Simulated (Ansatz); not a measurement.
## Calibrating B3LYP-D4/def2-TZVPP on B-containing radicals

The atomisation energy (no zero-point term) in kJ/mol of 8 B-containing radicals: x at B3LYP-D4/def2-TZVPP, y at CCSD(T)/CBS estimate. Shapes, held fixed at every level: PBE0-D4/def2-TZVP. Flexible molecules stand in one conformer, not always the lowest. Programs: Ansatz 0.2.0.

| molecule | x (kJ/mol) | y (kJ/mol) |
| --- | --- | --- |
| C2H6B (SMILES [BH]CC) | 3251 | 3219 |
| B(CH3)2 | 3317 | 3282 |
| B(SiH2)(SiH3)2 | 3482 | 3460 |
| B(CH2)(CH3)F | 3600 | 3572 |
| B(CH2)(CH3)(SH) | 3724 | 3693 |
| C2H7BN (SMILES B[N]CC) | 4111 | 4047 |
| B(CH2)(CH3)(NH2) | 4252 | ? |
| C3H8B (SMILES C[B]CC) | 4541 | 4504 |

Fit y = c + s·x to the known rows and predict y for B(CH2)(CH3)(NH2).


1. Means of the 7 rows: x = 3718.00, y = 3682.4.
2. Σ(Δx)² = 1280324, Σ(Δx·Δy) = 1262010, so the slope is 1262010/1280324 = 0.9857.
3. Intercept: 3682.4 − (0.9857) × 3718.00 = 17.6. The largest residual of the fit is 23.
4. B(CH2)(CH3)(NH2): 17.6 + 0.9857 × 4252 = 4209 kJ/mol.

CCSD(T)/CBS estimate gives 4206 kJ/mol, so the prediction is off by +3 kJ/mol, within the largest residual. Uncorrected, B3LYP-D4/def2-TZVPP misses it by +46 kJ/mol, and the other rows by 36 on average. The line removes about 90 % of this miss. Left out in turn, the other rows are missed by 14 kJ/mol on average, so much of the error is systematic among these molecules. Spin contamination: C2H7BN (⟨S²⟩ up to 0.78). Open shells run unrestricted. The CBS estimate extrapolates MP2 from def2-TZVPP and def2-QZVPP and adds CCSD(T) − MP2 in the triple-zeta set, cores frozen.

B3LYP-D4 overbinds every radical here, but the excess doesn't simply follow the total atomisation energy: C3H8B has the largest total, yet its error is close to that of B(CH3)2. The correction is therefore mostly a common offset, and the slope below one owes much to C2H7BN, the row with the largest error. That row also pulls the line towards the held-out aminoborane, so the error of only +3 kJ/mol is partly fortunate. Both nitrogen compounds show the largest raw errors, which probably reflects an imbalance in how the functional treats exchange and correlation in the open-shell nitrogen atom and in its bonds.

The totals themselves follow the number and strength of bonds; the silyl compound lies low for its size because Si–H and B–Si bonds are comparatively weak. B(CH2)(CH3)(NH2) and C2H7BN are isomers, and both methods favour the former, consistent with its strong N–H bonds and carbon-centred radical site. Two nitrogen compounds can't establish a correction specific to that element.
